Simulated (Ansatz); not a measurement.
A (001) slab of Au (P6_3/mmc (No. 194)), 6 planes, outer planes Au (top) and Au (bottom), with 6 atoms (Au6) in a surface cell of A = 7.235 Å², as cut from the bulk:

```yaml
crystal:
  lattice:
    - [2.89029, 0.00000, 0.00000]
    - [-1.44515, 2.50307, 0.00000]
    - [0.00000, 0.00000, 27.16179]
  atoms:
    - { symbol: Au, position: [0.33333, 0.66667, 0.27612] }
    - { symbol: Au, position: [0.66667, 0.33333, 0.36567] }
    - { symbol: Au, position: [0.33333, 0.66667, 0.45522] }
    - { symbol: Au, position: [0.66667, 0.33333, 0.54478] }
    - { symbol: Au, position: [0.33333, 0.66667, 0.63433] }
    - { symbol: Au, position: [0.66667, 0.33333, 0.72388] }
```

Computed with DFT r2SCAN, scalar-relativistic, plane waves, PAW in Ansatz. Cutoff 500 eV; k points 12×12×1 on the computed 6-atom cell (Γ-centred); Gaussian smearing, width 0.10 eV; no spin polarisation.

Against the same 6 atoms in the bulk, the slab as cut lies 0.728 eV higher and the relaxed slab 0.722 eV higher.

Q: Work out the surface energy before and after relaxation.

A: The slab has two faces, so γ = (E_slab − N·E_bulk)/(2A), the mean of both. As cut: 0.728/(2 × 7.235) = 0.0503 eV/Å², and 1 eV/Å² = 16.02 J/m², so γ = 0.81 J/m². Relaxed: 0.722/(2 × 7.235) = 0.0499 eV/Å² = 0.80 J/m². Relaxation recovers 0.8 % of the cost of cutting.

Q: What is the ideal work of this cut, per area?

A: Griffith's ideal work is 2γ: 1.61 J/m² if the new faces stay rigid, 1.60 J/m² if they relax. One thickness was run, 6 planes, so γ can still shift with it.

The reference crystal is a form of Au, which isn't its usual structure.

Cutting hexagonal gold along its basal plane costs little, and relaxation barely changes that: the surface energy goes from 0.81 to 0.80 J/m². The face is close-packed, so each surface atom keeps its six in-plane neighbours and loses only three of twelve. Because metallic bonds strengthen as coordination falls, the remaining bonds recover part of the lost cohesion. The dense, smooth layer also leaves only a weak driving force for changes in interlayer spacing, and the threefold site symmetry rules out lateral shifts within this cell.

The nearest-neighbour environment matches that of the (111) face of ordinary fcc gold, so the two surface energies are probably similar. Compared with that metal, the value is low against estimates derived from measured surface tensions, probably because the semilocal functional misses long-range dispersion between the polarisable d shells. The small relaxation energy doesn't show that the flat termination is the ground state, since a primitive surface cell excludes the long-period reconstruction, with its denser top layer, known from Au(111).
